## What is computed

The spin gap of Si₄ is the energy of its quintet, with four unpaired electrons, less that of its triplet, with two. Each state has its own structure: the triplet is a flat rhombus, the quintet a rhombus folded by about 32°. Both structures stay fixed while a growing share of the PBE exchange energy is replaced by exact exchange, computed from the orbitals themselves. No atom moves along the series, so the trend comes from the changing treatment of exchange. The two structures differ from each other, though, and this can affect the slope as well as the size of the gap.

Ansatz 0.2.0, unrestricted Kohn–Sham calculations on neutral Si₄ with PBE, part of its exchange replaced by exact exchange, in the def2-TZVP basis without dispersion correction. The spin gap is the energy of the quintet less that of the triplet, each at its own fixed r2SCAN-D4/def2-TZVP geometry.

| exact exchange (%) | spin gap (kJ/mol) |
| --- | --- |
| 0 | 193.30 |
| 5 | 192.50 |
| 10 | 191.70 |
| 15 | 190.90 |
| 25 | 189.10 |
| 35 | 187.20 |
| 50 | 184.00 |

The gap falls at every step, from 193.3 kJ/mol without exact exchange to 184.0 kJ/mol at 50 %. That is a change of only 5 %, and no row breaks the smooth course. So there are three things to explain: why the gap falls, why it falls so little, and why it falls somewhat faster towards the end.

## What the slope measures

Let $a$ be the share of exact exchange, running from 0 to 1. The energy of either state is

$$E(a)=\min_{\text{orbitals}}\left[E_{\text{rest}}+(1-a)\,E_x^{\text{PBE}}+a\,E_x^{\text{exact}}\right],$$

where $E_{\text{rest}}$ holds everything except exchange. Because the orbitals already minimise the energy, a small change of them costs nothing to first order. Only the explicit dependence on $a$ survives:

$$\frac{dE}{da}=E_x^{\text{exact}}-E_x^{\text{PBE}}.$$

The slope of the gap is this difference for the quintet less the same difference for the triplet. It doesn't measure how much exchange energy a state has. It measures how differently the two recipes for exchange judge the two states.

## Why the gap changes so little

The total energies of the triplet, from the same calculations, show how much is hidden in the gap. Between 0 and 35 % exact exchange the triplet falls by 322 kJ/mol. Adding the change of the gap gives a fall of 328 kJ/mol for the quintet. The gap keeps only the difference, about 6 kJ/mol, or 2 % of what happens to either state.

Such a cancellation is to be expected from the make-up of the two states. They have the same atoms, the same filled inner shells and nearly the same valence electrons; in essence one electron has changed its spin and its orbital. Whatever the two recipes disagree on in the shared part drops out. The gentle slope thus reflects the likeness of the two states, not a likeness of the two exchange energies.

## Why the quintet gains

The likely source of the sign of the small remainder is the electron that changes its spin. In the triplet it still shares the bonding region with a partner of opposite spin. In the quintet that pair is broken, and both electrons have the same spin.

Two electrons that share a bond avoid each other: when one is near one atom, the other tends to be near another. Exact exchange, taken from a single set of occupied orbitals, contains none of this avoidance between opposite spins. PBE exchange is built from the local density and its gradient, and it places the region that an electron keeps free of others close to that electron. In a bond this imitates part of the avoidance, and so lowers the energy of paired electrons.

Replacing PBE exchange by exact exchange takes this benefit away, and the PBE correlation energy, which is kept in full, doesn't make up for it. The triplet has one more pair to lose by it, so the quintet gains relative to the triplet and the gap shrinks. The argument explains why exact exchange tends to favour higher spin. The table agrees with the argument in direction, but it doesn't separate the energy of the pair from other differences between the states, such as the fold.

The same reasoning serves for a first guess elsewhere: ask which of two states keeps more electron pairs in bonds, and expect that state to lose ground as exact exchange is added. The effect is known to be much stronger in many complexes of 3d metals, where electrons change their spin within a compact d shell. In Si₄ the electrons concerned are s and p valence electrons spread over the cluster.

## An estimate for 50 %

If the orbitals did not respond at all, the gap would be a straight line in $a$. The rows at 0 and 15 % give a rough value for its slope, $-0.16$ kJ/mol per percentage point. Carried on to 50 %, the line predicts

$$193.3-50\times0.16=185.3\ \text{kJ/mol}.$$

The computed gap, which played no part in the estimate, is 184.0 kJ/mol. The line thus ends 1.3 kJ/mol too high, about a seventh of the whole fall. The printed output after this text gives the slopes and energy changes behind this comparison.

## Why the fall becomes steeper

The miss comes from the response of the orbitals. At each new share they readjust, and a readjustment can only lower the energy below the straight line that frozen orbitals would follow. The energy of each state must therefore bend downwards. The triplet does so: its slope goes from $-8.9$ kJ/mol per percentage point between 0 and 15 % to $-9.6$ between 25 and 35 %.

For the gap, this rule alone doesn't settle the direction, because one downward bend is subtracted from another. The gap bends downwards only if the quintet bends more than the triplet, and the computed gaps show that it does. Their slope reaches $-0.21$ kJ/mol per percentage point between 35 and 50 %. The equal steps of 0.8 kJ/mol in the first rows are no sign of a strictly straight start, since a bend this slight is lost there in the rounding to 0.1 kJ/mol.

## Why orbital levels mislead here

It is tempting to read the gap from the orbital levels of the triplet. In the simplest picture, an electron leaves the highest filled level of the minority spin and enters the lowest empty level of the majority spin. From 0 to 10 % exact exchange the distance between these levels grows from 2.78 to 3.42 eV, which is 62 kJ/mol. The gap, meanwhile, falls by 1.6 kJ/mol.

The two quantities answer different questions. With exact exchange, a filled level increasingly describes the removal of an electron, and an empty level the addition of one to the complete cluster. The first moves down and the second up. In a real promotion the electron leaves a hole behind and is attracted by it. A difference of total energies includes that attraction; a difference of levels leaves out a growing part of it.

## What the small slope is worth

For anyone choosing a functional, the result is that going from 0 to 25 % exact exchange, a range that covers many common functionals, moves this gap by only about 4 kJ/mol. That is insensitivity, not accuracy: an error common to the whole series, for instance in the PBE correlation energy, would not show up in the slope. Nor is the gap the energy needed to excite Si₄ from its ground state, which is a singlet. It compares two higher-spin states, each a solution found for its spin but not certain to be the lowest one, and their structures come from short searches that may have missed a better one. Up to 15 % exact exchange, at least one of the two has a filled level above an empty level of the other spin; from 25 % on, neither has. For the triplet this holds without exact exchange but no longer at 5 %, so from 5 to 15 % the quintet must be the one. Such an order of levels fits with a state of lower spin lying below, as the triplet lies below the quintet. Its absence doesn't rule out a lower state, though: at 25 % the order is normal in both, yet the triplet still lies 189.1 kJ/mol below the quintet.

Printed output of the fit:

```
change of gap from 0 to 50 % exact exchange (kJ/mol): -9.3
the same change in percent of the gap at 0 %: -4.811
gap slope, 0 to 15 % (kJ/mol per %): -0.16
gap slope, 25 to 35 % (kJ/mol per %): -0.19
gap slope, 35 to 50 % (kJ/mol per %): -0.2133
largest rounding error of a slope over 15 % (kJ/mol per %): 0.006667
gap slope of 0 to 15 % scaled to full replacement (kJ/mol): -16
gap at 50 % if the slope of 0 to 15 % went on (kJ/mol): 185.3
that estimate less the computed gap at 50 % (kJ/mol): 1.3
change of triplet energy from 0 to 35 % (kJ/mol): -322.3
change of quintet energy from 0 to 35 %, triplet plus gap (kJ/mol): -328.4
change of gap from 0 to 35 % (kJ/mol): -6.1
gap change as percent of triplet energy change, 0 to 35 %: 1.893
triplet energy slope, 0 to 15 % (kJ/mol per %): -8.921
triplet energy slope, 25 to 35 % (kJ/mol per %): -9.564
quintet energy slope, 0 to 15 % (kJ/mol per %): -9.081
quintet energy slope, 25 to 35 % (kJ/mol per %): -9.754
triplet orbital separation at 0 % (eV): 2.777
triplet orbital separation at 10 % (eV): 3.421
change of orbital separation from 0 to 10 % (kJ/mol): 62.18
change of gap from 0 to 10 % (kJ/mol): -1.6
```
